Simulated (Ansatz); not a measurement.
A series in temperature on ScCd

Harmonic vibrational free energy, entropy and heat capacity at constant volume, per atom, from the force constants of a q mesh, imaginary modes left out; plane waves with PAW datasets, Gamma-centred k mesh. The results are calculated, by Ansatz 0.2.0.

Structure of every row (space group Pm-3m, No. 221):
```
CELL_PARAMETERS angstrom
3.48600 0.00000 0.00000
0.00000 3.48600 0.00000
0.00000 0.00000 3.48600
ATOMIC_POSITIONS crystal
Sc 0.50000 0.50000 0.50000
Cd 0.00000 0.00000 0.00000
```

Settings of every row: functional PBEsol; dispersion none; spin none; wave cutoff 420 eV; k mesh 12x12x12; occupations fermi dirac; smearing width 0.15 eV; pressure 0 GPa; phonon method linear response; q mesh 2x2x2.

Limits: coarse q mesh; levels loosely converged; metal sensitive to the k mesh; the cell comes from a prototype or a list of computed structures and needn't be the stable phase.

| row | temperature (K) | phonon heat capacity (kB/atom) | phonon entropy (kB/atom) | phonon free energy (meV/atom) |
| --- | --- | --- | --- | --- |
| 1 | 200 | ? | ? | ? |
| 2 | 300 | 2.887 | 4.862 | -45.2 |
| 3 | 400 | 2.935 | 5.701 | -90.8 |
| 4 | 500 | 2.958 | 6.358 | -142.9 |
| 5 | 600 | 2.971 | 6.899 | -200.1 |
| 6 | 700 | 2.978 | 7.357 | -261.6 |
| 7 | 800 | 2.983 | 7.755 | -326.7 |
| 8 | 900 | 2.987 | 8.107 | -395.1 |
| 9 | 1000 | 2.989 | 8.422 | -466.3 |

Question: what phonon heat capacity and phonon entropy should row 1 give?

Worked fit of phonon heat capacity. At high temperature a harmonic heat capacity falls short of its limit by a term in 1/T², so take t = (100 K / T)². The shown rows have t = 0.11111, 0.0625, 0.04, 0.02778, 0.02041, 0.01562, 0.01235, 0.01. Their means are 0.037471 and 2.961 kB/atom; the sums about the means are S_tt = 0.008304 and S_ty = -0.008398, whose ratio is the slope. Least squares give phonon heat capacity = 2.9989 − 1.0113 × t kB/atom. The rows lie off it by 0.000, -0.001, 0.000, 0.000, 0.000, 0.000, 0.001, 0.000. The constant, 2.9989 kB/atom, is to be held against the harmonic limit of 3 k_B an atom. The withheld row has t = 0.25, so the fit gives 2.9989 − 1.0113 × (0.25) = 2.746 kB/atom.

The calculation gave 2.757 kB/atom. The fit lies 0.011 kB/atom (4.7 % of the column's range) below it; its largest miss of a shown row is 0.001 kB/atom. This row lies beyond the range of the fit.

Worked fit of phonon entropy. Entropy rises as the heat capacity times the change of ln T, so take t = ln(T / 300 K). The shown rows have t = 0, 0.2877, 0.5108, 0.6931, 0.8473, 0.9808, 1.0986, 1.204. Least squares give phonon entropy = 4.8612 + 2.91275 × t + 0.03783 × t² kB/atom; a straight line predicts inner rows, each left out in turn, worse (root mean square 0.0049 against 0.0011 kB/atom). The rows lie off it by 0.001, -0.001, -0.001, 0.001, 0.001, 0.001, 0.000, -0.001. The withheld row has t = -0.4055, so the fit gives 4.8612 + 2.91275 × (-0.4055) + 0.03783 × (-0.4055)² = 3.686 kB/atom.

The calculation gave 3.715 kB/atom. The fit lies 0.029 kB/atom (0.62 % of the column's range) below it; its largest miss of a shown row is 0.001 kB/atom. This row lies beyond the range of the fit.

The other values of row 1: phonon free energy -7.9 meV/atom.
